## Low-field electroreflectance: the third-derivative limit

### 1. Result and conventions

SI formulas; numbers in eV, nm, kV/cm. Electron charge $-e$, free mass $m$, time dependence $e^{-i\omega t}$, photon energy $E=\hbar\omega$, $\mathrm{Im}\,\varepsilon>0$ for absorption. $\Gamma$ is a half width at half maximum (broadening $E\to E+i\Gamma$). $\mu$ is the interband reduced mass along the field. The electro-optic energy is

$$(\hbar\Omega)^3=\frac{e^2F^2\hbar^2}{8\mu}.\tag{1}$$

The other common convention is $(\hbar\theta)^3=4(\hbar\Omega)^3$. At a saddle point $\mu$, and with it $\Omega^3$, may be negative. To be shown (Aspnes and Rowe, 1972):

$$\Delta\varepsilon=\frac{(\hbar\Omega)^3}{3E^2}\frac{d^3(E^2\varepsilon)}{dE^3}=\frac{e^2\hbar^2F^2}{24\mu E^2}\frac{d^3(E^2\varepsilon)}{dE^3},\tag{2}$$

with $\varepsilon$ the broadened zero-field function.

### 2. Premises

- P1. Independent electrons, full valence band, empty conduction band, no electron-hole attraction.
- P2. Static uniform field $\mathbf F$, weak probe, dipole approximation.
- P3. $\mathbf F$ accelerates carriers within a band and does not couple bands.
- P4. Near the critical point $E_{cv}(\mathbf k)=E_c-E_v$ is quadratic and $p_{cv}=\hat{\mathbf e}\cdot\langle c|\mathbf p|v\rangle$ is constant.
- P5. Broadening multiplies the pair amplitude by a real, positive, field-independent kernel $g(\tau)$ with $g(0)=1$. Lifetime damping gives $e^{-\gamma\tau/\hbar}$. A Gaussian spread of local gaps $\delta E$ with standard deviation $\sigma$ gives $\langle e^{-i\,\delta E\,\tau/\hbar}\rangle=e^{-\sigma^2\tau^2/2\hbar^2}$. Together they give the product (Voigt case).

### 3. Derivation

**Step 1: acceleration.** Take $\mathbf A_0=-\mathbf Ft$. The Hamiltonian $(\mathbf p-e\mathbf Ft)^2/2m+V$ is lattice periodic, so the label $\mathbf k$ is conserved, and the instantaneous eigenstates are Bloch states at $\mathbf k(t)=\mathbf k+\mathbf at$ with $\mathbf a=-e\mathbf F/\hbar$. By P3 a state stays in its band and acquires the phase $-\int E_n(\mathbf k(s))\,ds/\hbar$ (Houston state).

**Step 2: linear response.** The probe $\hat{\mathbf e}A_1(t)$, $A_1$ real, adds $(e/m)A_1\,\hat{\mathbf e}\cdot\mathbf p$. The first-order pair amplitude is

$$c_{\mathbf k}(t)=-\frac{ie}{\hbar m}\int_{-\infty}^{t}dt'\,A_1(t')\,p_{cv}\,e^{-i\phi},\qquad \phi=\frac1\hbar\int_{t'}^{t}E_{cv}(\mathbf k(s))\,ds .$$

The current density is $j=-(e/m)(2/V)\sum_{\mathbf k}(p_{cv}^*c_{\mathbf k}+\text{c.c.})-(n_ee^2/m)A_1$, with 2 for spin and $n_e$ the electron density. For the component $A_\omega e^{-i\omega t}$ the probe field is $i\omega A_\omega$, so $j_\omega=-i\omega\varepsilon_0(\varepsilon-1)\,i\omega A_\omega=\omega^2\varepsilon_0(\varepsilon-1)A_\omega$. Put $\tau=t-t'$, insert $g$, multiply by $\hbar^2/\varepsilon_0A_\omega$:

$$E^2\varepsilon=E^2-\frac{n_ee^2\hbar^2}{\varepsilon_0m}+G+\bar G,\qquad G=\mathcal A\,\frac i\hbar\int_0^\infty d\tau\,e^{iE\tau/\hbar}g(\tau)\,C(\tau),\tag{3}$$

$$\mathcal A=\frac{e^2\hbar^2|p_{cv}|^2}{\varepsilon_0m^2},\qquad C(\tau)=\frac2V\sum_{\mathbf k}e^{-i\phi}.$$

The antiresonant part $\bar G$ comes from the c.c. term: it is $G$ with $iC\to-iC^*$. Test at $F=0$, $g=e^{-\Gamma\tau/\hbar}$: $G_0=\mathcal A(2/V)\sum_{\mathbf k}(E_{cv}-E-i\Gamma)^{-1}$, whose imaginary part is $\pi\mathcal A$ times the broadened joint density of states. The $1/E^2$ in $\varepsilon$ is kinematic, so $E^2\varepsilon$ is the function with a simple time representation.

**Step 3: centre the trajectory.** The sum covers the whole zone and $E_{cv}$ is periodic in $\mathbf k$, so $\mathbf k$ may be shifted rigidly. Let it denote the midpoint of the path, $s\in[-\tau/2,\tau/2]$. Then $C$ depends on $\tau$ only. Expand in $s$; odd powers integrate to zero, $\int s^2ds=\tau^3/12$, $\int s^4ds=\tau^5/80$:

$$\hbar\phi=E_{cv}\tau+\frac{\tau^3}{24}(\mathbf a\cdot\nabla_{\mathbf k})^2E_{cv}+\frac{\tau^5}{1920}(\mathbf a\cdot\nabla_{\mathbf k})^4E_{cv}+\dots$$

Define $\hbar^2/\mu=(\hat{\mathbf F}\cdot\nabla_{\mathbf k})^2E_{cv}$. Then $(\mathbf a\cdot\nabla)^2E_{cv}=e^2F^2/\mu$ and the second term of $\phi$ is $e^2F^2\tau^3/(24\mu\hbar)=\Omega^3\tau^3/3$ by (1). Under P4 the series stops here and $\mu$ does not depend on $\mathbf k$, so

$$C_F(\tau)=C_0(\tau)\,e^{-i\Omega^3\tau^3/3}.\tag{4}$$

Eq. (4) is exact for parabolic bands at any field.

**Step 4: expand under the integral.** The kernel $g$ cuts the integral at $\tau\sim\hbar/\Gamma$. If $|\Omega|\tau$ is small there, $e^{-ix}=1-ix+r(x)$ with $x=\Omega^3\tau^3/3$ and $|r|\le x^2/2$ (Taylor remainder, real $x$).

**Step 5: powers of time are energy derivatives.** In (3) $E$ enters $G$ only through $e^{iE\tau/\hbar}$, and $\partial_E^3e^{iE\tau/\hbar}=-i(\tau/\hbar)^3e^{iE\tau/\hbar}$. Hence $-ix\to(\hbar\Omega)^3\partial_E^3/3$ and

$$\Delta G=G_F-G_0=\tfrac13(\hbar\Omega)^3\,G_0'''+\text{remainder}.\tag{5}$$

**Step 6: from $G$ to $E^2\varepsilon$.** The terms $E^2$ and the constant in (3) do not depend on $F$ and vanish under $\partial_E^3$. For $\bar G$ the factor is $e^{+ix}$, so $\Delta\bar G=-\tfrac13(\hbar\Omega)^3\bar G_0'''$, of opposite sign. It is evaluated $2E_0$ from resonance and, with the power law of Section 4, is of relative order $(\Gamma/2E_0)^{5/2}$. Dropping it on both sides, $E^2\Delta\varepsilon=\Delta G$ and $G_0'''=d^3(E^2\varepsilon)/dE^3$, which is (2). Other critical points in $\varepsilon$ are dropped for the same reason: their third derivative is small far from their own energy.

**Consequences.** $F$ stands only in the prefactor. The line shape is field independent and the amplitude goes as $F^2$; modulation between two fields gives $F_1^2-F_2^2$. Since P5 entered as a factor in time, (2) holds for any field-independent convolution in energy. Expanding, $E^{-2}\partial^3(E^2\varepsilon)=\varepsilon'''+6\varepsilon''/E+6\varepsilon'/E^2$. At a square-root edge the second term is about $4\Gamma/E_0$ of the first, the same order as the corrections to P4 (Section 6). To leading order (2) is $\tfrac13(\hbar\Omega)^3\varepsilon'''$.

### 4. Three-dimensional $M_0$ edge

For $E_{cv}=E_0+\hbar^2k^2/2\mu$ the Gaussian $\mathbf k$ integral gives

$$C_0=2\left(\frac{\mu}{2\pi i\hbar\tau}\right)^{3/2}e^{-iE_0\tau/\hbar}.$$

The singularity at $\tau\to0$ only adds a cutoff-dependent real constant to $G_0$. Define $B=(\mathcal A/2\pi)(2\mu/\hbar^2)^{3/2}$, so that without broadening $\mathrm{Im}\,G_0=B\sqrt{E-E_0}$. Differentiate (3) three times, $i\cdot i^3=1$, set $u=\gamma\tau/\hbar$ and use $2\mathcal A(\mu/2\pi\hbar^2)^{3/2}=B/2\sqrt\pi$:

$$G_0'''=\frac{B\,e^{-3\pi i/4}}{2\sqrt\pi\,\gamma^{5/2}}\int_0^\infty du\,u^{3/2}g\,e^{i(E-E_0)u/\gamma}.\tag{6}$$

As $g>0$, the modulus is largest at $E_0$, where the integral is $M_{3/2}$, with $M_p=\int_0^\infty u^pg\,du$. For the Lorentzian kernel ($g=e^{-u}$, $\gamma=\Gamma$) the integral is elementary and $G_0'''=\tfrac38iBz^{-5/2}$, $z=E-E_0+i\Gamma$, the third derivative of $G_0=iBz^{1/2}$. Thus

$$\Delta\varepsilon=\frac{iB(\hbar\Omega)^3}{8E^2}\,(E-E_0+i\Gamma)^{-5/2}.\tag{7}$$

In $d$ dimensions $C_0\propto\tau^{-d/2}$ and the exponent is $-(4-d/2)$: $5/2$, $3$, $7/2$ in magnitude for $d=3,2,1$.

Reflectance at normal incidence from vacuum: $r=(1-N)/(1+N)$, $N^2=\varepsilon$, gives $d\ln r/d\varepsilon=1/[N(\varepsilon-1)]$ and $\Delta R/R=\mathrm{Re}\{2\Delta\varepsilon/[N(\varepsilon-1)]\}$. At $E_0$ the phase of the denominator is of order $\varepsilon_2/\varepsilon_1$, small, so $\Delta R/R\simeq\alpha\,\Delta\varepsilon_1$ with Seraphin coefficient $\alpha=2/[n(n^2-1)]$, $n=\mathrm{Re}\,N$.

### 5. How low is low field

Insert $|r|\le x^2/2$ in (3) and divide by the peak modulus of the leading term. For every $E$,

$$\frac{|\text{remainder}|}{\tfrac13|\hbar\Omega|^3|G_0'''(E_0)|}\le\delta=\frac{|\hbar\Omega|^3}{6\gamma^3}\frac{M_{9/2}}{M_{3/2}}.\tag{8}$$

*Lorentzian.* $M_{9/2}/M_{3/2}=\tfrac92\cdot\tfrac72\cdot\tfrac52=\tfrac{315}{8}$, so $\delta=\tfrac{105}{16}|\hbar\Omega/\Gamma|^3$. At $|\hbar\Omega|=\Gamma/3$, $\delta=0.24$. The exact ratio at $E_0$ follows from (4) without expansion. With $\lambda=(\hbar\Omega/\Gamma)^3/3=1/81$,

$$\rho=\frac{4}{3\sqrt\pi}\int_0^\infty du\,u^{3/2}e^{-u}\,\frac{1-e^{-i\lambda u^3}}{i\lambda u^3}=0.92-0.15\,i .$$

So $|\rho|=0.93$, $\arg\rho=-9^\circ$, $|\rho-1|=0.17$. The customary rule $|\hbar\Omega|\lesssim\Gamma/3$ marks the outer edge of the regime, where departures are already visible. Adding terms does not help there. The expansion in $F^2$ is asymptotic, and at $\Gamma/3$ the $F^6$ term is $\tfrac{715}{24}\cdot\tfrac1{27}=1.10$ times the $F^4$ term in modulus. Since $\delta\propto F^2$, halving the field divides the bound by four.

*Gaussian.* With $u=\sigma\tau/\hbar$, $g=e^{-u^2/2}$ and $\Gamma_{\rm E}$ the Euler function, $M_p=2^{(p-1)/2}\Gamma_{\rm E}(\tfrac{p+1}2)$ and $M_{9/2}/M_{3/2}=2^{3/2}\Gamma_{\rm E}(\tfrac{11}4)/\Gamma_{\rm E}(\tfrac54)=5.02$. Then $\delta=0.836\,|\hbar\Omega/\sigma|^3=1.37\,|\hbar\Omega/\Gamma|^3$ with $\Gamma=\sigma\sqrt{2\ln2}$. The bound 0.24 is reached at $|\hbar\Omega|=0.56\,\Gamma$, at a field 2.2 times that for a Lorentzian of equal half width. The Gaussian kernel removes the long times at which the cubic phase grows.

Beyond this range the factor in (4) must be kept whole; it produces Franz-Keldysh oscillations with spacing set by $\hbar\Omega$.

### 6. Other limits of validity

**Non-parabolicity and $p_{cv}(\mathbf k)$ (P4).** In a direct-gap $\mathbf k\cdot\mathbf p$ picture $\mu$ and $p_{cv}$ vary on the energy scale $E_0$. At order $F^2$, $1/\mu(\mathbf k)$ stays inside the sum and changes by a fraction $\sim\Gamma/E_0$ over the states sampled. The product $p^*_{cv}(\mathbf k+\mathbf a\tau/2)\,p_{cv}(\mathbf k-\mathbf a\tau/2)$ adds $F^2\tau^2$ terms, second derivatives, also of relative order $\Gamma/E_0$. The $\tau^5$ phase is of order $F^4$.

**Valence-conduction coupling (P3).** With interband dipole length $\xi^2\sim\hbar^2/\mu E_0$ the gap shifts by $\sim(eF\xi)^2/E_0\sim(\hbar\Omega)^3/E_0^2$. This is a first-derivative term of relative order $(\Gamma/E_0)^2$.

**Degenerate valence bands.** At $E_0$ of a zinc-blende crystal heavy and light holes are degenerate, so P3 and constant $p_{cv}$ fail between them. The shape survives. Let the pair energy above $E_0$ be a positive Hermitian matrix $H(\mathbf k)$, homogeneous of degree two. Put $s=\tau\varsigma$ and rotate $\mathbf k=\boldsymbol\kappa\,(i\tau/\hbar)^{-1/2}$. The propagator becomes the ordered exponential $U$ of $-\int_{-1/2}^{1/2}H(\boldsymbol\kappa+\mathbf b\varsigma)\,d\varsigma$ with $\mathbf b=\mathbf a\tau(i\tau/\hbar)^{1/2}$. For real $\mathbf b$, evenness of $H$ gives $U(-\boldsymbol\kappa,\mathbf b)=U(\boldsymbol\kappa,-\mathbf b)$, and reversal of the order gives $U(\boldsymbol\kappa,\mathbf b)^\dagger=U(\boldsymbol\kappa,-\mathbf b)$. So $\int U\,d^3\kappa$ is even in $\mathbf b$ and Hermitian, and its expectation value in the optically prepared state is $c_0+c_2b^2+\dots$ with real coefficients. As $b^2=ia^2\tau^3/\hbar$, the leading field factor is again $1-i\,(\text{real})\,F^2\tau^3$. Eq. (2) holds with an effective $\mu$ that depends on the polarisation and on the field direction.

**Linear electro-optic term.** Without inversion symmetry a term linear in $F$ is allowed; P3 and P4 omit it. For zinc blende with $\mathbf F\parallel[001]$, $\Delta\varepsilon_{xy}=-n^4r_{41}F$, with opposite signs for $[110]$ and $[1\bar10]$ light. It cancels for unpolarised light at normal incidence on (001).

**Non-uniform field (P2).** First-order perturbation of the wave equation replaces $\Delta\varepsilon$ by $-2iK\int_0^\infty\Delta\varepsilon(\zeta)e^{2iK\zeta}d\zeta$, $K=N\omega/c$, $\zeta$ the depth; a uniform $\Delta\varepsilon$ is returned unchanged. With (2) valid locally only $F^2(\zeta)$ is averaged. The result is a complex factor that is nearly constant across the line if $F$ has no structure deep enough to give interference fringes. Amplitude and phase change, the functional form does not.

**Field-independent kernel (P5).** In a random alloy the potential fluctuates on the atomic scale and $\sigma$ is an average over the volume that the pair samples, of size $\ell=\hbar/\sqrt{2\mu\Gamma}$. The field displaces the pair by $d=eF\hbar^2/2\mu\Gamma^2$, and $(d/\ell)^2=4(\hbar\Omega/\Gamma)^3$. A relative change of $\sigma^2$ of this order gives a second-derivative term $\tfrac12\Delta(\sigma^2)\,G_0''$. It is also of order $F^2$, and relative to (5) it is $(\sigma/\Gamma)^2$ times a coefficient that this model does not fix.

**Electron-hole attraction (P1).** Eq. (4) rests on free acceleration. With the Coulomb term the isotropic envelope response is still even in $F$, so the leading change of the broadened spectrum is $\propto F^2$ with a fixed shape. That shape is no longer the third derivative of $E^2\varepsilon$. An isolated exciton line gives first derivatives with respect to its energy, strength and width. P1 needs the exciton Rydberg $R^*\ll\Gamma$, and the corrections fall off only as $\sqrt{R^*/\Gamma}$, because the Sommerfeld factor is $S=2y/(1-e^{-2y})\simeq1+y$, $y=\pi\sqrt{R^*/(E-E_0)}$.

### 7. Illustration: $E_0$ of Al$_{0.3}$Ga$_{0.7}$As at 300 K

Typical or assumed inputs, all approximate: $E_0=1.80$ eV; $m_e=0.090\,m$, $m_{hh}=0.55\,m$, $m_{lh}=0.10\,m$, isotropic; Kane energy $E_P=24$ eV; $n=3.6$; static permittivity $\varepsilon_s=12$; phonon damping $\gamma=8$ meV; alloy spread $\sigma=4$ meV; below-gap $|r_{41}|=1.5$ pm/V; uniform field switched between 0 and $F=3$ kV/cm.

*Kernel.* $g=e^{-u-u^2/8}$. The Gaussian part alone has half width 4.7 meV; the Voigt profile $\int_0^\infty g\cos[(E-E_0)u/\gamma]\,du$ has $\Gamma=10.3$ meV. Quadrature gives $M_{3/2}=0.697$, $M_{9/2}=6.23$, ratio 8.95, so $\delta=1.49\,(\hbar\Omega/\gamma)^3$. Relative to the Lorentzian value $3\sqrt\pi/4$ the alloy term scales the peak by 0.524.

*Strengths.* Treat hh and lh as decoupled bands. With $E_P=2|\langle S|p_x|X\rangle|^2/m$, the angular average shares the strength equally among hh, lh and split-off bands, so $|p_{cv}|^2=mE_P/6$ and $\mathcal A=e^2\hbar^2E_P/6\varepsilon_0m=5.52$ eV$^3$ nm$^3$.

| | hh | lh |
|---|---|---|
| $\mu/m$ | 0.0773 | 0.0474 |
| $(\hbar\Omega)^3$ (meV$^3$) | 11.1 | 18.1 |
| $\hbar\Omega$ (meV) | 2.23 | 2.63 |
| $B$ (eV$^{3/2}$) | 2.54 | 1.22 |
| $B(\hbar\Omega)^3$ ($10^{-9}$ eV$^{9/2}$) | 28.1 | 22.0 |
| $\delta$ | 0.032 | 0.053 |
| $R^*=\mathrm{Ry}\,(\mu/m)/\varepsilon_s^2$ (meV) | 7.3 | 4.5 |

Each band contributes $\propto\mu^{3/2}/\mu=\mu^{1/2}$ with the same shape. The effective mass in (2) is $\sum\mu^{3/2}/\sum\mu^{1/2}=0.064\,m$.

*Amplitude.* From (5) and (6), with $\sum B(\hbar\Omega)^3=50.2\times10^{-9}$ eV$^{9/2}$ and $\gamma^{5/2}=5.72\times10^{-6}$ eV$^{5/2}$,

$$\Delta\varepsilon(E_0)=e^{-3\pi i/4}\,\frac{M_{3/2}\sum B(\hbar\Omega)^3}{6\sqrt\pi\,E_0^2\gamma^{5/2}},\qquad|\Delta\varepsilon(E_0)|=1.8\times10^{-4},$$

against $3.4\times10^{-4}$ without alloy broadening. Real and imaginary parts are each $-1.3\times10^{-4}$. With $\alpha=0.046$, $\Delta R/R=-6\times10^{-6}$ at $E_0$. These are the model's numbers.

*Field range.* The amplitude-weighted bound is $\delta=0.04$. The light-hole bound reaches 0.1 at 4.1 kV/cm. The rule $\hbar\Omega_{lh}=\Gamma/3=3.4$ meV gives 4.5 kV/cm, where $\delta_{lh}=0.12$, half the Lorentzian figure.

*Neglected terms.*

- Small: $\Gamma/E_0=0.006$, $4\Gamma/E_0=0.023$, antiresonant term $4\times10^{-7}$.
- Hole coupling: as an indication only, replace the averaged weights by the Kane-model weights for $\mathbf k\parallel\mathbf F$ and $\hat{\mathbf e}\perp\mathbf F$, $\tfrac32$ (hh) and $\tfrac12$ (lh). The sum moves from 50.2 to 53.2 in the same unit.
- Alloy kernel: $\ell=6.9$ nm, $d=1.4$ nm (hh), $(\sigma/\Gamma)^2=0.15$.
- Depth averaging: the scale is $1/2K=\hbar c/2nE_0=15$ nm.
- Linear electro-optic term: $n^4|r_{41}|F=8\times10^{-5}$, which is 0.4 of the model's peak. It matters for polarised light.
- Excitons: $R^*/\Gamma=0.71$ (hh), not small. One half width above the edge $S=5.3$. With $a^*=a_0\varepsilon_sm/\mu=8.2$ nm, $eFa^*/R^*=0.34$, and the hydrogenic 1s Stark shift $-\tfrac98(eFa^*)^2/R^*$ is $-0.9$ meV.

The Coulomb term therefore dominates the list. As typical knowledge, not as a measurement: room-temperature modulation spectra at $E_0$ of such alloys retain excitonic character, and the free-pair model falls short of the amplitude at a given field by roughly an order of magnitude or more. What carries over to the material at a few kV/cm is the $F^2$ scaling and the field-independent shape, since the Stark shift and $\hbar\Omega$ both stay well below $\Gamma$. The prefactor and the exponent $5/2$ of (7) belong to the model, and a fit with that exponent returns an energy that is uncertain on the scale of $R^*$.